**Student:** You said the contour of a parallel band follows from one angle. The band has thousands of lines, so I don't believe it.

**Lecturer:** Take a rigid symmetric top with term values $BJ(J+1)+(A-B)K^2$ in cm$^{-1}$, $K$ signed, and equal constants in both states. The transition dipole lies along the figure axis, and I ignore any change of the frequency and stimulated-emission factors across the band. Classically the axis precesses about $\mathbf J$ at wavenumber $2BJ$, at a fixed angle with $x=\cos\theta=K/J$. Spin about the axis does not move the dipole. With $\hat z$ along $\mathbf J$,

$$\boldsymbol\mu(t)=\mu\cos\omega_0t\,\big[\cos\theta\,\hat z+\sin\theta\,(\hat x\cos\Omega t+\hat y\sin\Omega t)\big],\qquad \Omega=2\pi c\cdot 2BJ .$$

That is three lines: Q at $\tilde\nu_0$ with strength $x^2$, and R and P at $\tilde\nu_0\pm2BJ$ with $(1-x^2)/2$ each. The rest is a Boltzmann average.

**Student:** For a linear molecule, then?

**Lecturer:** In a $\Sigma$–$\Sigma$ band $x=0$, so there is no Q. With $b=hcB/kT$ the weight is $J e^{-bJ^2}$, largest at $J^*=1/\sqrt{2b}$. The maxima lie $4BJ^*$ apart:

$$\Delta_{\rm lin}=\sqrt{8BkT/hc}.$$

**Student:** The top is just as easy. Equipartition gives $\langle K^2\rangle=kT/2hcA$ and $\langle J^2-K^2\rangle=kT/hcB$. With $\beta=A/B-1$ the Q fraction is $1/(3+2\beta)$. That even gives $1/3$ for a spherical top.

**Lecturer:** You formed $\langle K^2\rangle/\langle J^2\rangle$, but the intensity needs $\langle K^2/J^2\rangle$. The state count $(2J+1)\,dJ\,dK$ becomes $2J^2\,dJ\,dx$, and the energy over $kT$ is $bJ^2(1+\beta x^2)$. Integrating over $J$ leaves the weight $(1+\beta x^2)^{-3/2}$, free of $T$. Then

$$\int_0^1\!\frac{dx}{(1+\beta x^2)^{3/2}}=\frac1{\sqrt{1+\beta}},\qquad \int_0^1\!\frac{x^2\,dx}{(1+\beta x^2)^{3/2}}=\frac{\operatorname{asinh}\sqrt\beta-\sqrt{\beta/(1+\beta)}}{\beta^{3/2}},$$

and the ratio is the result of Gerhard and Dennison (1933):

$$f_Q=\frac{\sqrt{1+\beta}\,\operatorname{asinh}\sqrt\beta-\sqrt\beta}{\beta^{3/2}}=\frac13-\frac{2\beta}{15}+\dots$$

For CH$_3$I, with typical constants $A=5.17$ and $B=0.250$ cm$^{-1}$, $\beta=19.7$. Your estimate is 0.0236 and $f_Q$ is 0.0635. Slowly rotating molecules point their axes almost freely and feed Q, while a ratio of averages is dominated by the fast ones.

**Student:** For an oblate top $\sqrt\beta$ is imaginary.

**Lecturer:** The integrals are regular for all $\beta>-1$. Put $\beta=-\gamma$, with the axial constant $C$ in place of $A$, and use $\operatorname{asinh}(iu)=i\arcsin u$:

$$f_Q=\frac{\sqrt\gamma-\sqrt{1-\gamma}\,\arcsin\sqrt\gamma}{\gamma^{3/2}} .$$

A rigid top cannot pass the planar case $C=B/2$, where $f_Q=2-\pi/2=0.429$.

**Student:** P and R still sit at $\pm2BJ$, so the separation stays $\Delta_{\rm lin}$.

**Lecturer:** The positions stay but the weights change. With $y=bJ^2$ the branch profile is

$$F(y)=y\,e^{-y}\int_0^1(1-x^2)\,e^{-\beta yx^2}dx ,$$

and $\Delta=S\,\Delta_{\rm lin}$ with $S=\sqrt{2y}$ at the maximum. A spherical top has $y=1$ and $S=\sqrt2$. For a strongly prolate top $\beta y$ is large, about 11 for CH$_3$I, so the upper limit can go to infinity. Then $F\propto e^{-y}\,(y^{1/2}-y^{-1/2}/2\beta)$, and $F'=0$ is a quadratic in $y$:

$$S^2=\tfrac12\Big[1+\tfrac1\beta+\sqrt{\big(1+\tfrac1\beta\big)^2+\tfrac4\beta}\Big].$$

The linear formula is the limit $\beta\to\infty$. I add the etch gas CHF$_3$ as an oblate case, with $S$ from maximising $F$ numerically. All rotational constants below are typical values. The outputs are the model's, at 298 K, where $kT/hc=207.1$ cm$^{-1}$.

| | $A$ or $C$ / cm$^{-1}$ | $B$ / cm$^{-1}$ | $\beta$ | $f_Q$ | $\Delta_{\rm lin}$ / cm$^{-1}$ | $S$ | $\Delta$ / cm$^{-1}$ |
|---|---|---|---|---|---|---|---|
| CH$_3$I | 5.17 | 0.250 | 19.7 | 0.0635 | 20.4 | 1.05 | 21.3 |
| CH$_3$CCH | 5.31 | 0.285 | 17.6 | 0.0682 | 21.7 | 1.05 | 22.9 |
| CHF$_3$ | 0.189 | 0.345 | $-0.452$ | 0.416 | 23.9 | 1.49 | 35.7 |

**Student:** With $A$ so large only a few $K$ are populated. Surely the continuum fails there.

**Lecturer:** Test it. The Hönl–London factor of Q, normalised so that the three branches sum to one, is $K^2/J(J+1)$, the squared coefficient $\langle JK\,10|JK\rangle^2$. For a spherical top $\sum_{K=-J}^{J}K^2=J(J+1)(2J+1)/3$, so every shell with $J\ge1$ gives exactly $1/3$, already the three levels of $J=1$. Only $J=0$ lacks a Q line. For CH$_3$I, where $b=0.0012$, summing $K^2/J(J+1)$ over all levels with weight $(2J+1)\,e^{-b[J(J+1)+\beta K^2]}$ gives 0.0637. The three methyl protons double the weight of levels with $K$ divisible by 3, and the sum becomes 0.0636. The classical 0.0635 holds to the third decimal.

**Student:** But electronic excitation changes the geometry. How close must $B'$ be to $B''$?

**Lecturer:** At fixed $K$ the P and R lines follow $(B'+B'')m+(B'-B'')m^2$, with $m=J''+1$ in R and $m=-J''$ in P. A head forms at $|m|=(B'+B'')/2|B'-B''|$, and this must lie far beyond $J^*$, which is about 20 for CH$_3$I. Assume $B'$ is 5 % below $B''$. The head falls at $m=19.5$, right on the R maximum, and lines near $J^*$ shift by $|B'-B''|J^{*2}=0.05\,kT/2hc=5.2$ cm$^{-1}$, half the distance from origin to maximum. The separation formula is then lost. An assumed 5 % change of $A$ shifts lines by $|A'-A''|\langle K^2\rangle$, again 5.2 cm$^{-1}$.

**Student:** So $f_Q$ is lost with it.

**Lecturer:** No. For a rigid top the Hönl–London factors and the lower-state populations contain no upper-state constant, so the integrated Q fraction survives with $\beta$ formed from $A''$ and $B''$. What is lost is the sharp central spike, because the Q lines spread by $(B'-B'')J(J+1)+[(A'-B')-(A''-B'')]K^2$ and run under P or R. Both results can be read off the contour together only when the constants barely change, as in most totally symmetric infrared fundamentals or an electronic band between states of nearly equal geometry, and only for a dipole along the axis between nondegenerate states.